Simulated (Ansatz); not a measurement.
## From B to In: the atomisation energy (no zero-point term)

One atom is swapped for its congeners: C9H21B `CC(C)B(C(C)C)C(C)C`; C9H21Ga `C[CH](C)[Ga]([CH](C)C)[CH](C)C`; C9H21In `C[CH](C)[In]([CH](C)C)[CH](C)C`. The Al member is missing. All are singlets with charge 0.

Shapes, held fixed at every level: PBE0-D4/def2-TZVP. Programs: Ansatz 0.2.0. Values in eV.

| level | C9H21B | C9H21Ga | C9H21In |
| --- | --- | --- | --- |
| HF/def2-SVP | 99.81 | 95.27 | 93.71 |
| HF/def2-TZVPP | 98.07 | 93.71 | 92.28 |
| SPW92/def2-TZVPP | 144.94 | 139.99 | 138.53 |
| PBE0-D4/def2-TZVPP | 129.41 | 124.73 | 123.29 |
| CCSD(T)/def2-SVP | 123.92 | 119.41 | 117.96 |
| CCSD(T)/def2-TZVPP | 125.76 | 121.65 | 120.22 |

At CCSD(T)/def2-TZVPP the atomisation energy falls at every step, from 125.76 to 120.22 eV. Every level shows the same order. For atoms past krypton def2 sets carry core potentials with scalar relativity. Relativity is left out for Ga unless named. Correlated rows may include outer-core shells of Ga, In, which these sets cover unevenly. Spin-orbit coupling, which grows down the group, is left out (summed over each molecule's free atoms 0.03, 0.10, 0.22 eV).

The loss of binding down the group is much larger from B to Ga than from Ga to In, at every level. As the three isopropyl groups are common to all members, the differences mainly reflect the metal–carbon bonds. Boron's compact 2s and 2p orbitals overlap well with carbon, whereas the heavier atoms offer more diffuse valence p orbitals and hybridise less effectively with their s shell. The greater polarity of the Ga–C and In–C bonds evidently doesn't make up for this.

Hartree–Fock already gives both the order and the uneven steps, so correlation isn't their origin, though it supplies a large part of the total binding. PBE0-D4 lies above CCSD(T) in the larger basis for all three molecules, probably in good part because the coupled-cluster correlation energy is still short of its basis-set limit; the gap is therefore no direct measure of functional error. These totals don't give the energy for breaking the first metal–carbon bond, which also depends on the relaxation and electronic structure of the resulting radicals.
